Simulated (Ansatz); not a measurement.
# Mo3Si: moving Si off its site

Mo3Si, Pm-3n, a = 4.862 Å. The structure is a COD entry; whether it is the stable form wasn't checked. Ansatz: PBEsol, PAW, 420 eV, Γ-centred 8×8×8 mesh on 8 atoms, Gaussian smearing 0.15 eV; no spin polarisation.

```yaml
crystal:
  lattice:
    - [4.86159, 0.00000, 0.00000]
    - [0.00000, 4.86159, 0.00000]
    - [0.00000, 0.00000, 4.86159]
  atoms:
    - { symbol: Si, position: [0.00000, 0.00000, 0.00000] }
    - { symbol: Si, position: [0.50000, 0.50000, 0.50000] }
    - { symbol: Mo, position: [0.25000, 0.00000, 0.50000] }
    - { symbol: Mo, position: [0.50000, 0.75000, 0.00000] }
    - { symbol: Mo, position: [0.75000, 0.00000, 0.50000] }
    - { symbol: Mo, position: [0.50000, 0.25000, 0.00000] }
    - { symbol: Mo, position: [0.00000, 0.50000, 0.75000] }
    - { symbol: Mo, position: [0.00000, 0.50000, 0.25000] }
```

Atom 1 (Si) moves by x along the unit vector (0.000, 0.000, 1.000), with its periodic images; all else is held. y is the free energy of the cell over the start, F the force along the path summed over the moved atoms. Symmetry makes y even in x.

```tsv
x (Å)	y (meV)	F (eV/Å)
-0.300	?	?
-0.180	165.7	1.88
-0.060	18.0	0.60
0.000	0.0	0.00
0.120	72.7	-1.22
0.150	114.3	-1.55
0.210	227.4	-2.23
0.240	299.7	-2.60
0.270	383.3	-2.98
```

Question: Fit y = c2 x² + c4 x⁴ to the energies of the other rows, give the force constant, and predict energy and force of the missing row.

Answer: Least squares on the rows shown. y = 4999.4 x² + 3544.2 x⁴. The force constant is 2 c2 = 10.00 eV/Å² (for all images moving together, not for a lone atom). The force −dy/dx at the missing row is 3.38 eV/Å (computed 3.38). At x = -0.300 the fit asked for gives 478.7 meV. The run gave 478.6 meV, so the fit is 0.1 meV too high, a small miss on the scale of the series.

The Si site sits in a single, stiff well: the energy rises at every displacement sampled, and the quadratic term dominates even at the ends of the path. The positive quartic term makes the well steeper than harmonic. In the A15 structure Si is enclosed by an icosahedron of Mo, and this path takes it towards one pair of Mo atoms and away from the opposite pair. The stiffness probably reflects Si p–Mo d bonding together with short-range repulsion. The repulsion grows faster on the compressed side than the restoring pull weakens on the stretched side, which would account for the hardening. The cubic symmetry of the site makes the force constant of 10.00 eV/Å² the same in every direction, whereas the quartic term may differ along other axes. The curve thus gives no sign of off-centring of this Si sublattice within a fixed Mo framework, but it doesn't test lattice modes in which the Mo chains distort, the softer degrees of freedom in several A15 compounds.
